## Band gap of layered MoS2 under in-plane tension

The question is how the gap of MoS2 responds when a substrate stretches its layers by 3 or 4 %. In the epitaxial rows both in-plane lengths are set and the cell is free to relax along the normal. The comparison path, labelled hydrostatic, scales all three axes by the same percentage. It changes the size of the cell at fixed proportions and is not the response to real hydrostatic pressure, under which the soft stacking direction would shorten far more than the layers.

Band gaps of bulk 2H MoS2 (6-atom cell, unstrained a = 3.173, c = 12.436 Å) under strain, computed with Ansatz 0.2.0 using HSE06, plane-wave PAW with a 420 eV cutoff, a 6×6×2 k mesh and no spin polarisation. Geometries come from r2SCAN+rVV10. Strain is the relative change of each strained length, and gap changes are relative to the unstrained cell.

| strain kind | strain (%) | band gap (eV) | band gap change (eV) | least direct gap change (eV) |
| --- | --- | --- | --- | --- |
| epitaxial xy | -4 | 1.695 | 0.218 | 0.603 |
| epitaxial xy | -3 | 1.634 | 0.157 | 0.441 |
| epitaxial xy | -2 | 1.586 | 0.109 | 0.287 |
| epitaxial xy | -1 | 1.537 | 0.060 | 0.139 |
| epitaxial xy | 1 | 1.243 | -0.234 | -0.130 |
| epitaxial xy | 2 | 1.034 | -0.443 | -0.250 |
| epitaxial xy | 3 | ? | ? | ? |
| epitaxial xy | 4 | ? | ? | ? |
| hydrostatic | -4 | 1.227 | -0.250 | 0.522 |
| hydrostatic | -3 | 1.310 | -0.167 | 0.387 |
| hydrostatic | -2 | 1.381 | -0.096 | 0.254 |
| hydrostatic | -1 | 1.441 | -0.036 | 0.124 |
| hydrostatic | 1 | 1.308 | -0.169 | -0.119 |
| hydrostatic | 2 | 1.145 | -0.332 | -0.231 |
| hydrostatic | 3 | 0.986 | -0.491 | -0.337 |
| hydrostatic | 4 | 0.832 | -0.644 | -0.436 |

### Which rows belong together

The band gap runs from the highest filled state anywhere in the Brillouin zone to the lowest empty one. The least direct gap keeps both states at the same point. On both paths the direct gap falls steadily from compression to tension, while the band gap changes slope near zero strain, which suggests that one of its two edges has moved elsewhere.

The calculation confirms this on both paths. Wherever the edges of the known rows are listed, the top of the valence band lies at Γ. The bottom of the conduction band lies at K for zero strain and tension, but in a valley between Γ and K for compression.

The gaps also show how close the two valleys are. A parabola through the three nearest compressed rows reaches 1.487 eV at zero strain on the epitaxial path and 1.490 eV on the scaled one, against an actual gap of 1.477 eV. The second valley therefore seems to lie only about 0.01 eV above K in the unstrained cell, and even that size is not resolved. The epitaxial estimate leans on the −1 % cell, whose height change is exactly half the in-plane strain and may not be fully relaxed. The valley is also read on the mesh and at a point located with PBE, so its HSE06 minimum may lie a little lower. So small a difference could change order with another functional or geometry, and the conduction edge of unstrained bulk MoS2 is commonly placed in the valley between Γ and K. The change of slope would then be expected at a small tension rather than near zero strain. For a forecast in tension, the compressed band gaps are the wrong guide.

### Two limiting cases

Suppose first that the valence states at Γ and K moved together. The band gap would then fall exactly as much as the direct gap at K. Both K edges are mainly Mo d states, held apart by interactions with sulfur and with neighbouring molybdenum. Stretching weakens these interactions and brings the edges together.

At +2 % epitaxial strain this limit gives $1.477-0.250=1.227$ eV, but the table has 1.034 eV. The missing 0.193 eV is the rise of the Γ valence state relative to the one at K. It is about three quarters of the fall of the direct gap itself.

The second limit is a layer without neighbours. The valence state at Γ contains sulfur orbitals that point out of the layer, so contact with the next layer pushes it up. In a single layer this push is absent, and the valence edge is well known to lie at K. Pulling layers apart should thus lower Γ relative to K, and letting them approach should raise it.

The two paths differ in the expected sense. At +2 % the rise of Γ relative to K is 0.101 eV under equal scaling, which stretches the stacking direction, and almost twice that under epitaxial strain, which leaves it free to contract. Since Γ gains on K even while the layers are pulled apart, deformation within each layer must contribute too. The cell heights allow a rough separation. At +2 % the cell is 12.334 Å high on the epitaxial path and 12.685 Å under equal scaling, against 12.436 Å without strain. Linear interpolation to the unstrained height gives a rise of about 0.17 eV. Most of the epitaxial 0.193 eV thus comes from the in-plane stretch itself, and only a small part from the shorter cell.

### Forecast

With the conduction edge and the least direct gap both at K, as in the known stretched cells wherever they are listed, the change of the band gap is

$$\Delta E_\mathrm{gap}=\Delta E_\mathrm{direct}-\Delta O,$$

where $O$ is the height of the Γ valence state above the one at K. The direct part comes from a least-squares parabola through zero for each path, using all known rows. For $O$ there are only two epitaxial rows in tension, with steps of 0.104 and 0.089 eV, and the forecast repeats the second step. On the scaled path the same rule reproduces the known +3 and +4 % values within about 0.005 eV, although that is an easy test because $O$ grows almost linearly there.

For +4 %, with strain in per cent, the direct part is $-0.134\times4+0.00425\times16=-0.468$ eV. The offset is $0.193+2\times0.089=0.371$ eV. The predicted gap is therefore $1.477-0.468-0.371=0.638$ eV.

| Epitaxial strain | Band gap (eV) | Least direct gap change (eV) |
|---|---|---|
| +3 % | 0.83 ± 0.025 | −0.36 ± 0.01 |
| +4 % | 0.64 ± 0.065 | −0.47 ± 0.02 |

The gap should stay indirect, from Γ to K, and keep falling without a new valley. Its range is the distance to a forecast in which the offset keeps bending, plus the range of the direct gap. These are judged ranges, not statistical ones.

### Computed values

The withheld rows as computed:

| strain kind | strain (%) | band gap (eV) | band gap change (eV) | least direct gap change (eV) |
| --- | --- | --- | --- | --- |
| epitaxial xy | 3 | 0.838 | -0.639 | -0.362 |
| epitaxial xy | 4 | 0.658 | -0.819 | -0.465 |

All four values fall within their ranges. The gap forecast is too low by 0.007 eV at +3 % and by 0.020 eV at +4 %. In both rows the gap is still indirect and runs from Γ to K, as forecast.

The miss at +4 % comes mostly from the offset, which reached 0.354 eV instead of 0.371 eV. Its steps went on shrinking, whereas the forecast had held them constant. The version that kept bending errs by 0.025 eV in the other direction, but the two misses do not rank the rules fairly. Both rest on the +1 % cell, whose contraction is exactly half the in-plane strain. That looks like a starting value rather than a fully relaxed height, and the +2 % cell contracts by less than twice as much. A cell that is too short gives too large an offset, so the first step is probably too large, the second too small and the bend between them exaggerated. With a relaxed height the bending version is expected to come closer and the straight one to miss by more. A slowing contraction along the normal might seem to explain why the steps shrink. From +2 to +3 % and from +3 to +4 %, however, the cell height falls by nearly equal amounts, 0.048 and 0.046 Å, yet the step of the offset shrinks from 0.084 to 0.077 eV. The offset must therefore depend on the two cell lengths in a way that is not linear; these rows do not show which orbitals are responsible.

The choice of rows mattered far more. One parabola through all the known epitaxial band gaps, compressed and stretched together, predicts 0.43 eV at +4 %, which is 0.23 eV too low. It mistakes the change of valley for a strong curvature and carries that curvature into tension. The printed analysis after this section gives the fits and every miss.

For strain engineering, the two gaps need separate slopes. Over the full 4 % of epitaxial tension the band gap falls by about 0.2 eV per per cent, but the direct gap by only about 0.12 eV. A strain calibration based on direct transitions would thus underestimate the shift of the band gap in tension. In epitaxial compression it would overestimate it.

The absolute direct gaps need more caution than their changes. Spin–orbit coupling, which is not included, raises the valence edge at K and is expected to lower them by less than 0.1 eV. In the unstrained crystal Γ lies about 0.6 eV above K, so this shift would not move the valence edge to K. The geometries were relaxed with r2SCAN+rVV10, and HSE06 still finds forces on the sulfur atoms there wherever forces are listed, which also affects the absolute gaps.

Output of the analysis:

```
unstrained band gap, eV: 1.477
compressed epitaxial gaps carried to zero strain, eV: 1.487
compressed equal-scaling gaps carried to zero strain, eV: 1.49
valence offset change, epitaxial +1 and +2 %, eV: 0.104, 0.193
valence offset change, equal scaling +1 to +4 %, eV: 0.05, 0.101, 0.154, 0.208
rehearsal, last-step rule less computed offset, equal scaling +3 and +4 %, eV: -0.002, -0.005
fit of least_direct_gap_change on 14 rows: coefficient of es -0.134 +/- 0.0005, coefficient of es2 0.00425 +/- 0.00015, coefficient of hs -0.1203 +/- 0.00023, coefficient of hs2 0.002716 +/- 6.6e-05; rms 0.00149, worst hydrostatic 0.00259, leave-one-out rms 0.00299
  rows outside the fit (model, value, miss): epitaxial xy -0.3639, -0.362, -0.00186; epitaxial xy -0.4681, -0.465, -0.00314
fit of band_gap_change on 14 rows: coefficient of es -0.1506 +/- 0.021, coefficient of es2 -0.02779 +/- 0.0065, coefficient of hs -0.05255 +/- 0.0098, coefficient of hs2 -0.03128 +/- 0.0028; rms 0.0641, worst hydrostatic 0.102, leave-one-out rms 0.105
  rows outside the fit (model, value, miss): epitaxial xy -0.7019, -0.639, -0.0629; epitaxial xy -1.047, -0.819, -0.228
FORECAST band gap, epitaxial +3 and +4 %, eV: 0.8311, 0.6379
error bar of band gap, plus or minus, eV: 0.025, 0.065
error bar of direct gap change, plus or minus, eV: 0.01, 0.02
rival 1, offset keeps bending, band gap, eV: 0.8461, 0.6829
rival 2, one curve through all epitaxial gaps, band gap, eV: 0.7751, 0.43
COMPUTED band gap, epitaxial +3 and +4 %, eV: 0.838, 0.658
miss of band gap, forecast less computed, eV: -0.006857, -0.02014
miss of direct gap change, forecast less computed, eV: -0.001857, -0.003143
forecast valence offset change, eV: 0.282, 0.371
computed valence offset change, eV: 0.277, 0.354
miss of rival 1, eV: 0.008143, 0.02486
miss of rival 2, eV: -0.06289, -0.228
```
